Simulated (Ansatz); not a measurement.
A series in volume scale on Ti

Free energy against uniform scaling of the volume at fixed shape and fractions; periodic cell, basis, potentials, k mesh and filling as listed. The results are calculated, by Ansatz 0.2.0.

The cell before it is scaled or strained (space group Fm-3m, No. 225):
```
CELL_PARAMETERS angstrom
0.00000 2.03000 2.03000
2.03000 0.00000 2.03000
2.03000 2.03000 0.00000
ATOMIC_POSITIONS crystal
Ti 0.00000 0.00000 0.00000
```

Settings of every row: functional r2SCAN; dispersion none; potentials PAW; wave cutoff 600 eV; density cutoff 2400 eV; k mesh 12x12x12; k shift 0x0x0; occupations fermi dirac; smearing width 0.1 eV; spin none; SCF threshold exponent -9.

Limits: coarse k mesh, up to 40 meV an atom off; stress loosely converged.

```csv
row,volume scale,V (Å³/atom),energy above lowest point (meV/atom),pressure (GPa)
1,0.9,15.058,132.3,20.14
2,0.925,15.476,85.7,15.64
3,0.95,15.894,50.3,11.58
4,0.975,16.313,?,?
5,1,16.731,8.7,4.6
6,1.025,17.149,0.6,1.61
7,1.05,17.567,0,-1.09
8,1.075,17.986,6.1,-3.52
9,1.1,18.404,18.2,-5.71
```

Question: what energy above lowest point and pressure should row 4 give?

Worked fit of energy above lowest point. Take u = (V_r/V)^(2/3) − 1 with V_r = 16.94 Å³ an atom, which is twice the finite (Eulerian) strain; such expansions in the strain, on which the Birch-Murnaghan equation of state is built, carry the rest volume and the bulk modulus. The shown rows have u = 0.08168, 0.06211, 0.04341, 0.00831, -0.00814, -0.02394, -0.03916, -0.05376. Least squares give energy above lowest point = 3.68 + 486.5 × u + 13777 × u² − 5568 × u³ meV/atom; a parabola predicts inner rows, each left out in turn, worse (root mean square 0.43 against 0.03 meV/atom). All shown rows lie on it to the printed digit. Its lowest point lies at u = -0.0175, or V = 17.39 Å³ an atom, and the curvature there gives the bulk modulus at fixed shape and fractions, B = (4/9)(1 + u)² E″(u)/V = 111 GPa. The withheld row has u = 0.02546, so the fit gives 3.68 + 486.5 × (0.02546) + 13777 × (0.02546)² − 5568 × (0.02546)³ = 24.9 meV/atom.

The calculation gave 24.9 meV/atom. The fit meets it to the printed digit.

Worked fit of pressure. Take u = (V_r/V)^(2/3) − 1 with V_r = 16.94 Å³ an atom, which is twice the finite (Eulerian) strain; such expansions in the strain, on which the Birch-Murnaghan equation of state is built, carry the rest volume and the bulk modulus. The shown rows have u = 0.08168, 0.06211, 0.04341, 0.00831, -0.00814, -0.02394, -0.03916, -0.05376. Least squares give pressure = 3.066 + 181.44 × u + 338.1 × u² GPa; a straight line predicts inner rows, each left out in turn, worse (root mean square 0.51 against 0.0037 GPa). The rows lie off it by 0.00, 0.00, 0.00, 0.00, 0.00, -0.01, 0.00, 0.00. The pressure vanishes at u = -0.0175, or V = 17.39 Å³ an atom, and there the bulk modulus at fixed shape and fractions is B = −V dP/dV = (2/3)(1 + u) dP/du = 111 GPa. The withheld row has u = 0.02546, so the fit gives 3.066 + 181.44 × (0.02546) + 338.1 × (0.02546)² = 7.90 GPa.

The calculation gave 7.91 GPa. The fit lies 0.01 GPa (0.039 % of the column's range) below it, one unit of the last digit.
